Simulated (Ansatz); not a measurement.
## A series in volume per atom on Ag

Equation of state of a cubic crystal from periodic Kohn-Sham density functional theory without spin; pressure corrected for the finite basis. The results are calculated, by Ansatz 0.2.0 development build.

Cell of the first row (space group Fm-3m, No. 225):
```
cell vectors (Å)
   0.0000     2.0170     2.0170
   2.0170     0.0000     2.0170
   2.0170     2.0170     0.0000
atoms (fractions of the cell vectors)
Ag  0.00000  0.00000  0.00000
```

Settings of every row: formula Ag; structure type fcc; functional r2SCAN; spin treatment none; k mesh 14x14x14; occupation method fermi-dirac; occupation width 0.1 eV; wave cutoff 700 eV; datasets hard PAW; density cutoff ratio 4; xc grid level 2.

Limits: modest k-mesh, values are not fully converged in k; pseudopotentials made with PBE, not this functional; the SCF threshold is loose for a stress in some rows.

| row | volume per atom (Å³) | pressure (GPa) | energy above lowest point (meV/atom) |
| --- | --- | --- | --- |
| 1 | 16.412 | 6.3 | 15.93 |
| 2 | 16.947 | 2.256 | 1.87 |
| 3 | 17.483 | ? | ? |
| 4 | 18.018 | -3.7 | 8.06 |
| 5 | 18.553 | -5.864 | 24.15 |

Question: what pressure should row 3 give?

Worked fit of pressure. Take u = (V_r/V)^(2/3) − 1 with V_r = 17.483 Å³ an atom, which is twice the finite (Eulerian) strain; such expansions in the strain, on which the Birch-Murnaghan equation of state is built, carry the rest volume and the bulk modulus. The shown rows have u = 0.04304, 0.02098, -0.01989, -0.03883. Least squares give pressure = −1.0389 + 145.979 × u + 565.72 × u² GPa; a straight line predicts inner rows, each left out in turn, worse (root mean square 0.55 against 0.045 GPa). The rows lie off it by 0.008, -0.017, 0.019, -0.010 (root mean square 0.014 GPa). The pressure vanishes at u = 0.0069, or V = 17.3 Å³ an atom, and there the bulk modulus at fixed shape and fractions is B = −V dP/dV = (2/3)(1 + u) dP/du = 103 GPa. The withheld row has u = 0, so the fit gives −1.0389 + 145.979 × (0) + 565.72 × (0)² = -1.039 GPa.

The calculation gave -1.031 GPa. The fit lies 0.008 GPa (0.066 % of the column's range) below it; its largest miss of a shown row is 0.019 GPa.

The other values of row 3: energy above lowest point 0 meV/atom.
